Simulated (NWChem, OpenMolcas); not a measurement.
**Exact exchange and the dipole moment of SiH3Cl (chlorosilane)**

SiH3Cl has 5 atoms, charge 0, and is taken as a singlet. As SMILES, `[SiH3]Cl`. The coordinates come from a PBE0-D4/def2-TZVP relaxation.

The dipole moment y, in D, basis aug-cc-pVDZ; a is the functional's share of exact exchange. Programs: NWChem 7.3.0, OpenMolcas 26.06.

| functional | program | a | y (D) |
| --- | --- | --- | --- |
| PBE | OpenMolcas | 0 | 1.30 |
| TPSS | OpenMolcas | 0 | 1.32 |
| B3LYP | NWChem | 0.2 | 1.38 |
| PBE0 | NWChem | 0.25 | ? |
| BHLYP | NWChem | 0.5 | 1.47 |

**Question.** Fit y = c + s·a to the known rows and predict PBE0.

**Answer.** 
1. Means of the 4 rows: a = 0.1750, y = 1.367.
2. Σ(Δa)² = 0.1675, Σ(Δa·Δy) = 0.05375, so the slope is 0.05375/0.1675 = 0.3209.
3. Intercept: 1.367 − (0.3209) × 0.1750 = 1.311. The largest residual of the fit is 0.011.
4. PBE0: 1.311 + (0.3209) × 0.25 = 1.39 D.

The run gave 1.39 D, so the prediction is off by 0.00 D: they agree to the digits shown. More exact exchange makes the molecule more polar here. The measured value is 1.31 D (NIST CCCBDB).

The dipole moment rises with the share of exact exchange, from 1.30 D with PBE to 1.47 D with BHLYP. Chlorine draws density from the more electropositive silicon, while its lone pairs return some of it to σ* orbitals of the silyl group. Semilocal functionals tend to spread charge too evenly over such a polar bond; exact exchange probably counters this by holding more density on chlorine.

The PBE0 prediction is an interpolation between closely spaced values, so its success supports a smooth trend but hardly tests linearity. Nor is the slope a pure exact-exchange effect, since the functionals also differ in their semilocal parts: PBE and TPSS differ with no exact exchange in either.

All three hybrids lie above the measured 1.31 D, whereas PBE and TPSS nearly match it. This doesn't establish that the semilocal densities are better, because a double-zeta basis without tight d functions describes the polarisation of silicon and chlorine incompletely, and the agreement may owe something to cancelling errors.
